# Appendix A. Reweighting between force fields and the effective sample size of a harmonic silicon crystal

## A.1 General relations

Let $M$ configurations of $N$ atoms be drawn independently from the canonical distribution of a reference potential $U_0$ at $\beta=1/k_BT$, and let $U_1=U_0+\Delta U$ be the target potential. With the weight $w=e^{-\beta\Delta U}$ one has $e^{-\beta U_1}=w\,e^{-\beta U_0}$, and therefore

$$\langle A\rangle_1=\frac{\langle Aw\rangle_0}{\langle w\rangle_0},\qquad \Delta F=F_1-F_0=-k_BT\ln\langle w\rangle_0 .\tag{A1}$$

The second relation is Zwanzig's (1954). Linearising the estimator $\sum_jw_jA_j/\sum_jw_j$ about its large-$M$ limit gives the variance $\langle w^2(A-\langle A\rangle_1)^2\rangle_0/(M\langle w\rangle_0^2)$. If $A$ is statistically independent of $w$, this is $\mathrm{Var}(A)/M_{\rm eff}$, with Kish's effective sample size

$$\frac{M_{\rm eff}}{M}=\frac{\langle w\rangle_0^2}{\langle w^2\rangle_0}\equiv e^{-\Lambda}.\tag{A2}$$

The same linearisation gives $\mathrm{Var}(\beta\Delta F)\simeq(e^{\Lambda}-1)/M$. For frames of a trajectory, $M$ is the number of statistically independent ones.

If $\Delta U$ is Gaussian with mean $\mu$ and variance $\sigma^2$, completing the square gives $\langle w^n\rangle_0=\exp(-n\beta\mu+n^2\beta^2\sigma^2/2)$. The cases $n=1$ and $n=2$ yield

$$\Delta F=\mu-\tfrac12\beta\sigma^2,\qquad \Lambda_G=\beta^2\sigma^2 .\tag{A3}$$

The mean cancels from $\Lambda$. In general, with $\kappa_n$ the cumulants of $\beta\Delta U$ in the reference ensemble, $\ln\langle w^s\rangle_0=\sum_n(-s)^n\kappa_n/n!$, and

$$\Lambda=\sum_{n\ge2}(-1)^n\frac{2^n-2}{n!}\,\kappa_n=\kappa_2-\kappa_3+\tfrac{7}{12}\kappa_4-\dots\tag{A4}$$

When $\Delta U$ is a sum of short-ranged terms spread over the whole cell and the correlation length is finite, every cumulant is proportional to $N$. Then $M_{\rm eff}/M$ falls exponentially with $N$. The higher cumulants are as extensive as $\sigma^2$, so the central limit theorem does not make (A3) exact for large cells.

## A.2 Exact result for the classical harmonic crystal

Take $U_0=\tfrac12q^{\rm T}K_0q$ and $U_1=\tfrac12q^{\rm T}K_1q$ in the $f=3N-3$ internal coordinates of a periodic cell of fixed shape and volume. In the perfect diamond lattice the site symmetry forbids a force on any atom, so two models share the same stationary positions and differ, to this order, by a constant and by their force constants. The constant shifts $\Delta F$, drops out of $\Lambda$ and is omitted. Let $1+\epsilon_i$ be the eigenvalues of $K_0^{-1}K_1$. In coordinates that diagonalise both quadratic forms, $\beta U_0=\tfrac12\sum_iy_i^2$ and $\beta\Delta U=\tfrac12\sum_i\epsilon_iy_i^2$ with independent unit Gaussians $y_i$. Each contributes $(1+n\epsilon_i)^{-1/2}$ to $\langle w^n\rangle_0$, so

$$\beta\Delta F=\tfrac12\sum_i\ln(1+\epsilon_i),\qquad \Lambda=\sum_i\ell(\epsilon_i),\qquad \ell(\epsilon)=-\tfrac12\ln\!\Big[1-\frac{\epsilon^2}{(1+\epsilon)^2}\Big].\tag{A5}$$

The bracket equals $(1+2\epsilon)/(1+\epsilon)^2$. The expansion is $\ell=\tfrac12\epsilon^2-\epsilon^3+\tfrac74\epsilon^4-\dots$, and its first term reproduces $\Lambda_G=\tfrac12\sum_i\epsilon_i^2=\tfrac12\mathrm{Tr}[(K_0^{-1}\delta K)^2]$ with $\delta K=K_1-K_0$.

Neither the temperature, the masses nor the phonon frequencies appear in (A5), only ratios of stiffness. Since $\ell\ge0$, stiffened and softened modes add, although they can cancel in $\Delta F$. The function $\ell$ increases with $|\epsilon|$ on either side of zero, and $\langle w^2\rangle_0$ diverges as soon as one mode has $\epsilon_i\le-\tfrac12$, however small the cell.

## A.3 Uniform rescaling

For $K_1=(1+\epsilon)K_0$ all frequencies scale as $\sqrt{1+\epsilon}$ and $\Lambda=f\,\ell(\epsilon)$. Table A1 applies this to cubic supercells of 64, 216 and 512 atoms ($f=189$, 645, 1533). The values of $\epsilon$ are illustrative inputs. To set the scale, each is converted into the shift $\Delta\tilde\nu$ of the zone-centre optical phonon, for which the compiled value is 517 cm$^{-1}$ (300 K, Ioffe Institute). $N_{10}=1+\ln10/(3\ell)$ is the cell size at which one tenth of the sample survives.

**Table A1.** $M_{\rm eff}/M$ from (A5), with the Gaussian value $e^{-f\epsilon^2/2}$ in parentheses.

| $\epsilon$ | $\Delta\tilde\nu$ (cm$^{-1}$) | $N=64$ | $N=216$ | $N=512$ | $N_{10}$ |
|---|---|---|---|---|---|
| +0.02 | +5.1 | 0.964 (0.963) | 0.883 (0.879) | 0.745 (0.736) | 3993 |
| +0.05 | +12.8 | 0.807 (0.790) | 0.481 (0.447) | 0.176 (0.147) | 677 |
| +0.10 | +25.2 | 0.456 (0.389) | 0.0688 (0.0398) | $1.73\times10^{-3}$ ($4.69\times10^{-4}$) | 186 |
| −0.10 | −26.5 | 0.309 (0.389) | 0.0182 (0.0398) | $7.32\times10^{-5}$ ($4.69\times10^{-4}$) | 125 |

The main trend is the product $N\epsilon^2$: halving the change of the force constants allows a cell about four times larger. The condition $\Lambda_G\le1$ reads $|\epsilon|\le\sqrt{2/f}$, which is 0.056 for 216 atoms, or about 14 cm$^{-1}$ on the optical line.

The departure from the Gaussian value comes from (A4). Here $\beta U_0$ is gamma-distributed with shape $f/2$, and $\kappa_n=\tfrac12f\,(n-1)!\,\epsilon^n$. The magnitude of the skewness, $\sqrt{8/f}$, is only 0.11 at $N=216$ and vanishes for large cells. Yet $\kappa_3/\kappa_2=2\epsilon$ is independent of $N$, so the exponent keeps a fixed relative correction of about $-2\epsilon$, and the factor by which the Gaussian value misses grows with the cell. At $N=512$ the Gaussian formula is too pessimistic by a factor 3.7 for $\epsilon=+0.10$ and too optimistic by a factor 6.4 for $\epsilon=-0.10$.

The sign dependence reflects the direction of reweighting. For $\epsilon>0$ the target distribution is narrower than the sampled one and $w\le1$. For $\epsilon<0$ it is broader, $w$ is unbounded, and only moments with $n<1/|\epsilon|$ exist. Between the same two models, with force constants in the ratio 0.9, sampling the stiff one costs $\Lambda=4.01$ at $N=216$, and sampling the soft one ($\epsilon=+1/9$) costs 3.24.

The free energy tolerates the truncation far better than $M_{\rm eff}$, because it is dominated by $\kappa_1$. For $\epsilon=0.10$ and $N=216$, (A5) gives $\beta\Delta F=30.74$ and (A3) gives $\tfrac12f(\epsilon-\tfrac12\epsilon^2)=30.64$. The truncation error of 0.100 is comparable to the statistical error $\sqrt{(e^\Lambda-1)/M}=0.116$ of the direct exponential average with $M=1000$. At 300 K ($k_BT=25.85$ meV) the model's classical $\Delta F$ is 3.68 meV per atom. Section A.5 gives the quantum correction to it, which is not small.

Uniform rescaling is also configurational reweighting in temperature, since $\beta'U_0=(1+\epsilon)\beta U_0$ for $\beta'=(1+\epsilon)\beta$. The last two rows of Table A1 thus describe 300 K samples reweighted to 272.7 K and to 333.3 K, and the divergence at $\epsilon=-\tfrac12$ forbids $T'\ge2T$. If a full anharmonic potential is multiplied by $1+\epsilon$, the fluctuation relation gives exactly $\Lambda_G=\epsilon^2C_U/k_B$, where $C_U=\partial\langle U_0\rangle_0/\partial T$ at fixed volume. The relative departure of the classical $C_U$ from $\tfrac12fk_B$ is then the anharmonic correction to $\Lambda_G$. For Si near room temperature it is typically at the per-cent level, below the $\kappa_3$ term for $|\epsilon|=0.10$.

## A.4 Selective, local and displacive changes

*Optical branches.* A cell of $N$ atoms holds $N/2$ primitive cells and $3N/2$ optical modes, 324 for $N=216$. Rescaling these alone gives $\Lambda=\tfrac32N\ell(\epsilon)$, about half the uniform exponent, so $M_{\rm eff}/M$ is close to the square root of the uniform value.

*Bond stretching.* In a valence force field $K_0=K_s+K_b$, with stretching and bending parts that are both positive semidefinite. The eigenvalues $s_i$ of $K_0^{-1}K_s$ then lie in $[0,1]$. Multiplying the stretching constant by $1+\eta$ gives $\epsilon_i=\eta s_i$. Since $K_s$ is a sum of one rank-one term per bond and diamond has $2N$ bonds, at most $2N$ of the $s_i$ are non-zero. Monotonicity of $\ell$ gives $\Lambda\le2N\ell(\eta)$, with $2N=432$ in the example.

*Local change.* If only $r$ bond springs are altered, the same argument gives $\Lambda\le r\,\ell(\eta)$ whatever the cell size. For the four bonds around one site, a crude picture of a substitutional impurity without size mismatch, $M_{\rm eff}/M\ge[(1+2\eta)/(1+\eta)^2]^2$. Even doubling these springs leaves at least 0.5625. In an embedding scheme where a finer model replaces the force constants within a region, the rank of $\delta K$ is at most three times the number of atoms whose force constants change, and the size of the environment does not enter that rank.

*Shifted minimum.* Under a shear such as a $[111]$ strain, symmetry no longer fixes the relative position of the two sublattices, and two models may place it differently. Let $u$ be the mean relative displacement of the sublattices along $[111]$. It is a zone-centre optical coordinate with reduced mass $m/2$ per primitive cell and energy $\tfrac12k_Nu^2$, where $k_N=\tfrac12N\,(m/2)\,\omega_O^2$. If the target differs only by a shift $d$ of the minimum, $\Delta U=-k_Nd\,u+\tfrac12k_Nd^2$. This is linear in a Gaussian variable of variance $1/\beta k_N$, so (A3) is exact:

$$\Lambda=\beta k_Nd^2,\qquad \Delta F=\tfrac12k_Nd^2-\tfrac12k_Nd^2=0 .\tag{A6}$$

With $m=28.0855$ u and the unstrained 517 cm$^{-1}$, $(m/2)\,\omega_O^2=13.8$ eV Å$^{-2}$. The illustrative shift is $d=0.01$ Å. At 300 K and $N=216$ the thermal width of $u$ is $1/\sqrt{\beta k_N}=0.0042$ Å, which is less than $d$ and shrinks as $N^{-1/2}$.

**Table A2.** Classical model values for $N=216$ at 300 K.

| change | input | coordinates affected | $\Lambda$ | $M_{\rm eff}/M$ | scaling of $\Lambda$ |
|---|---|---|---|---|---|
| uniform stiffening | $\epsilon=+0.10$ | 645 | 2.68 | 0.0688 | $N\,T^0$ |
| uniform softening | $\epsilon=-0.10$ | 645 | 4.01 | 0.0182 | $N\,T^0$ |
| optical branches | $\epsilon=+0.10$ | 324 | 1.34 | 0.261 | $N\,T^0$ |
| all bond springs | $\eta=+0.10$ | $\le432$ | $\le1.793$ | $\ge0.1665$ | $N\,T^0$ |
| four bond springs | $\eta=+0.10$ | $\le4$ | $\le0.0166$ | $\ge0.9835$ | $N^0T^0$ |
| sublattice shift | $d=0.01$ Å | 1 | 5.77 | $3.1\times10^{-3}$ | $N\,T^{-1}$ |

For changes of stiffness $\Lambda$ counts the affected coordinates, each weighted by about $\epsilon_i^2/2$. Temperature cancels because $\Delta U$ is quadratic in amplitudes whose variance is proportional to $T$, so that $\sigma\propto T$. For the shift a single coordinate suffices, because its stiffness is itself extensive, and $\sigma^2\propto T$ leaves $\Lambda\propto1/T$. At 1000 K the last row becomes $\Lambda=1.73$ and $M_{\rm eff}/M=0.177$. At 300 K the shift of 0.01 Å costs as much as a uniform stiffening by $\epsilon=0.15$, while $\Delta F$ vanishes. A small free-energy difference therefore says nothing about overlap.

## A.5 Quantum nuclei

In path-integral sampling the weight keeps its form, with $\Delta U$ averaged over the beads of the ring polymer. In the limit of many beads a mode of frequency $\omega$ splits into independent Gaussian coordinates with stiffness proportional to $\omega^2+\omega_n^2$, where $\omega_n=2\pi n/\beta\hbar$ and $n$ runs over all integers. Only the $\omega^2$ part is rescaled, so (A5) applies with $\epsilon_n=\epsilon x^2/(x^2+\pi^2n^2)$ and $x=\beta\hbar\omega/2$. The sum follows most simply from $\langle w^s\rangle_0=Z(\omega\sqrt{1+s\epsilon})/Z(\omega)$ with $Z=1/(2\sinh x)$:

$$\ell_q=\ln\frac{\sinh^2(x\sqrt{1+\epsilon})}{\sinh x\,\sinh(x\sqrt{1+2\epsilon})}=\tfrac12\epsilon^2S(x)+O(\epsilon^3),\qquad S(x)=\tfrac12\Big[\frac{x^2}{\sinh^2x}+x\coth x\Big].\tag{A7}$$

Here $S=\sum_nx^4/(x^2+\pi^2n^2)^2$ counts the ring-polymer coordinates that feel the change. It increases with $x$, as $1+x^4/45$ for small $x$ and as $x/2$ for large $x$. The spectrum now matters. Table A3 uses a continuous Debye spectrum, $\Lambda=f\int_0^13t^2\,\ell_q(x_Dt)\,dt$ with $x_D=\Theta/2T$ and the compiled $\Theta=645$ K (Råsander 2015), which equals $f$ for 216 atoms only by numerical coincidence. $\bar S$ is the same average of $S$. The optical phonon at 517 cm$^{-1}$ corresponds to 744 K. Taken as the top of the spectrum, it supplies the upper bound $S_O$ on $\bar S$ for any distribution of frequencies beneath it.

**Table A3.** Debye-model values for $N=216$, $\epsilon=+0.05$, held at the same $\Theta$ and $\omega_O$ for all $T$.

| $T$ (K) | $\bar S$ | $S_O$ | $\Lambda$ | $M_{\rm eff}/M$ |
|---|---|---|---|---|
| 1000 | 1.000 | 1.000 | 0.732 | 0.481 |
| 300 | 1.011 | 1.040 | 0.741 | 0.477 |
| 77 | 1.648 | 2.418 | 1.231 | 0.292 |
| 20 | 6.048 | 9.298 | 4.535 | 0.0107 |

At 300 K the stiffness entries of Tables A1 and A2 hold, in the exponent, to about one per cent in the Debye model and to about four per cent for any spectrum below the optical frequency. The mean behaves differently. Per mode $\beta\langle\Delta U\rangle_0=\tfrac12\epsilon\,x\coth x$, whose correction starts at $x^2/3$, and the Debye average of $x\coth x$ at 300 K is 1.22. To first order in $\epsilon$ the classical $\Delta F$ of Section A.3 is therefore too low by about that factor. Well below $\Theta$ the zero-point amplitude stops shrinking, $\bar S\to3\Theta/16T$, and $\Lambda$ grows as $N/T$. The low-temperature rows depend on the mean phonon frequency and belong to the Debye model. The shift result (A6) is unchanged by quantum effects, since the bead average of a linear $\Delta U$ involves only the $n=0$ coordinate, whose variance is classical.

## A.6 Reading and using $M_{\rm eff}$

For Gaussian $\Delta U$, the product of $w^n$ with the density of $\Delta U$ is again Gaussian with width $\sigma$, centred $n\sqrt{\Lambda_G}$ standard deviations below $\mu$. The lowest of $M$ draws lies about $\sqrt{2\ln M}$ standard deviations below $\mu$, to leading order. A sample reaches the region that dominates $\langle w^2\rangle_0$ only if $\ln M\gtrsim2\Lambda_G$, which for $M=10^4$ means $\Lambda_G\lesssim4.6$. Beyond that, the empirical ratio $(\sum_jw_j)^2/\sum_jw_j^2$, which can never fall below 1, usually overstates $M_{\rm eff}$. The variance $\sigma^2$ converges from the bulk of the sample, so $\beta^2\sigma^2$ is the safer diagnostic, subject to the $-\kappa_3$ term of (A4).

For observables correlated with the weight, (A2) can miss in either direction. By the variance formula of Section A.1, the variance of the estimate is the mean of $(A-\langle A\rangle_1)^2$ over the $w^2$-weighted density, divided by $M_{\rm eff}$. If $A$ and $\Delta U$ are jointly Gaussian with correlation coefficient $\rho$, that density keeps the width of $A$ and is centred $\beta\sigma|\rho|$ standard deviations away from $\langle A\rangle_1$. The variance is then $\mathrm{Var}(A)(1+\rho^2\Lambda_G)/M_{\rm eff}$ and (A2) is optimistic, with $A=\Delta U$ as the extreme case. In the harmonic model, $A=y_i^2$ gives instead $2/(1+2\epsilon_i)^2+\epsilon_i^2/[(1+\epsilon_i)(1+2\epsilon_i)]^2$ for $M_{\rm eff}$ times the variance, to be compared with the target variance $2/(1+\epsilon_i)^2$. This is 1.39 against 1.65 for $\epsilon_i=+0.10$, where (A2) is pessimistic, and 3.14 against 2.47 for $\epsilon_i=-0.10$, where it is optimistic.

The quadratic dependence on $\epsilon$ points to the remedy. Splitting the change into $J$ sampled stages reduces each exponent to about $f\epsilon^2/2J^2$, so $J\approx|\epsilon|\sqrt{f/2}$ stages keep it near unity, and an effort exponential in $N$ becomes a number of stages growing as $\sqrt N$. For $N=512$ and $\epsilon=0.10$, three stages with the common ratio $1.1^{1/3}$ have $\Lambda=0.75$ and $M_{\rm eff}/M=0.47$ each, against $1.73\times10^{-3}$ for the single step. When parameter uncertainty is propagated through an ensemble of force fields, the member with the largest $\Lambda$, which collects $\sum_i\ell(\epsilon_i)$ and the contribution of any shifted minimum, fixes the cell size up to which one reference sample serves them all. The trace $\mathrm{Tr}[(K_0^{-1}\delta K)^2]$ ranks the stiffness part only to leading order in $\epsilon$: a uniform $\epsilon=+0.11$ has the larger trace but $\ell=0.0049$, while $\epsilon=-0.10$ has $\ell=0.0062$ and sets the limit.